How much pressure does it take to shorten every edge of a tungsten crystal by 2 or 3 %, if all that is known is how the crystal answers to 1 % of compression and to stretching? The table follows body-centred cubic tungsten through equal strains along its three axes, in steps of 1 % of edge length. The two most compressed rows are left open.

Body-centred cubic tungsten in its two-atom cell, computed with Ansatz 0.2.0: PBEsol, scalar-relativistic, no spin polarisation, PAW, plane waves to 420 eV, 16×16×16 k mesh, Gaussian smearing of 0.1 eV. Energies are taken at zero smearing, relative to the element's standard crystal in the same functional; pressure is positive in compression.

```tsv
volume (Å³/atom)	shortest distance (Å)	energy over elements (eV/atom)	pressure (GPa)
14.322	2.650	?	?
14.770	2.677	?	?
15.226	2.704	0.019	10.30
15.692	2.732	0.004	-0.06
16.168	2.759	0.018	-9.12
16.653	2.786	0.058	-16.98
17.148	2.814	0.121	-23.79
```

The first row with results, at a volume of 15.226 Å³ per atom, has edges 1 % shorter than the unstrained crystal. Its pressure is 10.30 GPa, positive because the crystal pushes outward. The three stresses equal the pressure in every known row, as cubic symmetry demands, so the pressure alone describes the stress. It says nothing about the resistance to shear.

One row down, at 15.692 Å³, the pressure has almost vanished: this is the crystal at rest. Its energy over elements is 0.004 eV/atom, although body-centred tungsten is itself the standard form of the element and the value should be zero. The source of this small offset is not known. All rows are measured from the same reference energy, which cancels when they are compared, and the energy forecasts below take their zero from the known rows.

In the stretched rows the pressure is negative, because the crystal pulls inward and has to be held open. The pull grows, but ever more slowly. From 1 % compression to rest the pressure drops by 10.36 GPa, while the last 1 % of stretch takes off only 6.81 GPa. Tungsten softens as it expands.

Two limiting cases make this plausible. If the atoms are drawn far apart, the bonds between them fade and the pull has to return to zero, so it cannot go on growing in equal steps. If they are pressed together, the repulsion between filled inner shells and the rising kinetic energy of the confined outer electrons mount ever more steeply. A crystal at rest sits between these limits, on a curve that is steep on the compressed side and flattens on the stretched side.

In tungsten the pull comes mainly from d electrons. The d band is roughly half filled, so bonding states are occupied and antibonding states mostly empty, which makes the metal very stiff. The overlap behind these bonds fades with distance, but the repulsion fades faster. This is the standard picture of bonding in transition metals; the table gives only the sum of pull and push and cannot separate them.

A simple formula joins the two limits. Let $y$ be the edge length divided by its value at zero pressure, and let the energy follow the common binding curve $-(1+a)e^{-a}$, with $a=\eta(y-1)$. Its slope is proportional to $a\,e^{-a}$. Dividing by the change of volume, which grows as $y^2$, turns the slope into a pressure, the Vinet equation:

$$P = 3B\,\frac{1-y}{y^2}\,e^{\eta(1-y)}$$

Here $B$ is the bulk modulus at rest, the resistance to a small change of volume, and $\eta$ sets how fast that resistance changes with strain. These two constants and the resting volume were fitted to the five known pressures. The result is $B=323$ GPa and $\eta=4.775$, which means that the bulk modulus rises by about 4 GPa for every GPa of pressure.

The row with 3 % compression, which had no part in the fit, can be worked by hand with $y=0.97$. The linear part, $3\times323\times0.03$, gives 29 GPa. Division by $y^2$ adds 6 %, and the exponential, $e^{0.143}$, another 15 %, which brings the pressure to about 36 GPa. Nearly a fifth of the forecast therefore lies beyond the linear answer of the crystal at rest, and most of that part is stiffening.

The full fit gives these forecasts: 22.1 GPa, give or take 0.2, at 14.770 Å³, and 35.6 GPa, give or take 0.5, at 14.322 Å³. Each step in pressure should be larger than any among the known rows. The push at 3 % compression should exceed the pull at 3 % stretch by about half.

The ranges are judgements about how this calculation continues, not about its distance from a real crystal. The Birch-Murnaghan equation, an equally respectable formula with three constants, fits the known rows almost as closely but lies 0.17 GPa higher at the far end. Small numerical noise in five pressures also grows when a curve is carried beyond them.

The energy needs no new model, because it is the work done against the pressure. Adding up that work along the fitted curve, and taking only the zero from the known energies, gives 0.064 eV/atom, give or take 0.002, at 14.770 Å³. At 14.322 Å³ it gives 0.145 eV/atom, give or take 0.003. Each should lie above the energy of the row stretched by the same percentage.

The withheld rows as computed:

```tsv
volume (Å³/atom)	shortest distance (Å)	energy over elements (eV/atom)	pressure (GPa)
14.322	2.650	0.144	35.47
14.770	2.677	0.065	22.10
```

All four values fall inside their ranges, and the statements about the steps, the push and the energies hold as well. The pressure forecast is too high by 0.02 GPa at 2 % compression and by 0.10 GPa at 3 %, the latter being 0.3 % of the computed pressure. Each miss is several times smaller than the range given for it.

The larger miss still exceeds the scatter of the fit, which stays below 0.01 GPa on the known rows. Birch-Murnaghan errs in the same direction and by more, 0.27 GPa at the far end. The cause may be the shape of the formulas or noise in the known pressures that the extrapolation magnified; these rows do not decide between them. The energy misses are about as small as the rounding of the table and need no explanation.

What fails badly is the habit of treating the bulk modulus as a constant. With 323 GPa throughout, the pressure at 3 % compression comes out 6.0 GPa too low, an error of 17 % of the computed value. At 3 % stretch the same habit makes the pull 4.9 GPa too strong. A modulus taken at rest thus understates the pressure needed for a strong squeeze. The stretched rows, for their part, describe a perfect crystal held open evenly, and a real piece with flaws would break long before.

The energies can be checked against the pressures without any formula. The mean of the two revealed pressures times the volume between them is 0.080 eV/atom, and the table's energies differ by 0.079. The two results of the calculation agree, which shows that it is consistent but not why tungsten is stiff.

The same reasoning carries over to a softer metal. At room temperature sodium has the same crystal structure, but it has only one weakly binding outer electron per atom, so its pressures at equal strain would be far smaller. The ratio of push to pull would change much less, because $B$ cancels from it and only $\eta$ remains, and $\eta$ varies far less from metal to metal than $B$ does. The printed analysis below lists both fits and the misses row by row.

Printed output of the fit:

```
fit of pressure on 5 rows: coefficient of exp(-s*(x-1))*(1-x)/x**2 968.8 +/- 0.19, coefficient of exp(-s*(x-1))/x**2 -0.06346 +/- 0.003, s 4.775; rms 0.00352, worst 16.168 0.00658, leave-one-out rms 0.00885
  rows outside the fit (model, value, miss): 14.322 35.57, 35.47, 0.0987; 14.77 22.12, 22.1, 0.0235
fit of pressure on 5 rows: coefficient of x**(-5) -0.07021 +/- 0.0059, coefficient of f*x**(-5) 968.6 +/- 0.57, coefficient of f**2*x**(-5) 349.5 +/- 28; rms 0.00591, worst 15.692 -0.0102, leave-one-out rms 0.0232
  rows outside the fit (model, value, miss): 14.322 35.74, 35.47, 0.273; 14.77 22.18, 22.1, 0.0778
volume at zero pressure, Vinet (Å³/atom): 15.69
bulk modulus at zero pressure, Vinet (GPa): 323
rise of bulk modulus per unit of pressure, Vinet: 4.183
forecasts and misses (forecast less computed):
     row  Vinet P GPa  half range GPa    miss GPa  Birch-Murnaghan P GPa  constant-modulus P GPa  energy eV/atom  half range eV/atom  energy miss eV/atom
  14.322        35.57             0.5     0.09866                  35.74                   29.45          0.1446               0.003            0.0005532
   14.77        22.12             0.2     0.02354                  22.18                    19.5         0.06444               0.002           -0.0005581
  15.226         10.3               0   5.371e-05                   10.3                   9.675         0.01865                   0           -0.0003521
  15.692     -0.06346               0   -0.003456               -0.07021                -0.06348        0.004145                   0            0.0001449
  16.168       -9.113               0    0.006579                 -9.114                  -9.717         0.01811                   0            0.0001145
  16.653       -16.98               0   -0.002471                 -16.98                  -19.27         0.05793                   0           -6.691e-05
  17.148       -23.79               0  -0.0007238                 -23.79                  -28.73          0.1212                   0            0.0001596
pressure drop from 1 % compression to the unstrained row (GPa): 10.36
pressure drop from 2 % to 3 % stretch (GPa): 6.81
constant-modulus miss at 3 % stretch (GPa): -4.938
constant-modulus miss at 3 % compression (GPa): -6.022
Birch-Murnaghan less Vinet at 3 % compression (GPa): 0.1744
computed pressure at 3 % compression over tension at 3 % stretch: 1.491
computed energy at 3 % compression less that at 3 % stretch (eV/atom): 0.023
mean computed pressure times volume step between the withheld rows (eV/atom): 0.08049
computed energy step between the withheld rows (eV/atom): 0.079
```
